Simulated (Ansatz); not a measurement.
# Ni: energy change per atom and pressure against volume scale

Results calculated with Ansatz 0.2.0, not measured. Plane-wave DFT, scalar-relativistic PAW made under PBE with cores redone for the functional, no dispersion; the given relaxed cell is scaled uniformly, energy at zero smearing counts from the unscaled cell, pressure at the given Fermi-Dirac smearing is positive in compression.

The cell before it is scaled or strained:
```
Ni
1.0
      2.5085     0.0000     0.0000
      0.0000     2.5085     0.0000
      0.0000     0.0000     3.5439
Ni
2
Direct
  0.00000 0.00000 0.00000
  0.50000 0.50000 0.50000
```

Settings of every row: spin polarised yes; functional RPBE; wave cutoff 420 eV; smearing width 0.05 eV; k mesh 20x20x15.

Atom:
```
element  starting moment (Bohr magneton)
     Ni                             0.69
     Ni                             0.69
```

```
row  volume scale  V (Å³/atom)  energy change per atom (meV)  pressure (GPa)  largest site moment (Bohr magneton)
  1          0.88        9.812                        126.15           33.24                                 0.65
  2          0.92       10.258                         53.26           19.86                                 0.67
  3          0.96       10.704                         13.54            9.31                                 0.68
  4          1.04       11.596                          7.09           -5.57                                  0.7
  5          1.08       12.042                             ?               ?                                    ?
  6          1.12       12.488                         66.45          -14.78                                 0.74
```

Question: what energy change per atom and pressure should row 5 give?

Worked fit of energy change per atom. Take u = (V_r/V)^(2/3) − 1 with V_r = 10.704 Å³ an atom, which is twice the finite (Eulerian) strain; such expansions in the strain, on which the Birch-Murnaghan equation of state is built, carry the rest volume and the bulk modulus. The shown rows have u = 0.05972, 0.02878, 0, -0.05196, -0.09766. Least squares give energy change per atom = 14.036 + 952.56 × u + 15303.5 × u² meV; a straight line predicts inner rows, each left out in turn, worse (root mean square 43 against 1.6 meV). The rows lie off it by 0.65, -0.87, -0.50, 1.23, -0.52 (root mean square 0.8 meV). The withheld row has u = -0.07552, so the fit gives 14.036 + 952.56 × (-0.07552) + 15303.5 × (-0.07552)² = 29.38 meV.

The calculation gave 30.41 meV. The fit lies 1.03 meV (3.4 % of the value, 0.87 % of the column's range) below it; its largest miss of a shown row is 1.23 meV.

Worked fit of pressure. Take u = (V_r/V)^(2/3) − 1 with V_r = 10.704 Å³ an atom, which is twice the finite (Eulerian) strain; such expansions in the strain, on which the Birch-Murnaghan equation of state is built, carry the rest volume and the bulk modulus. The shown rows have u = 0.05972, 0.02878, 0, -0.05196, -0.09766. Least squares give pressure = 9.372 + 340.7 × u + 963.3 × u² GPa; a straight line predicts inner rows, each left out in turn, worse (root mean square 2.7 against 0.21 GPa). The rows lie off it by 0.09, -0.12, -0.06, 0.16, -0.07 (root mean square 0.11 GPa). The withheld row has u = -0.07552, so the fit gives 9.372 + 340.7 × (-0.07552) + 963.3 × (-0.07552)² = -10.86 GPa.

The calculation gave -10.73 GPa. The fit lies 0.13 GPa (1.2 % of the value, 0.27 % of the column's range) below it; its largest miss of a shown row is 0.16 GPa.

The other values of row 5: largest site moment 0.72 Bohr magneton.
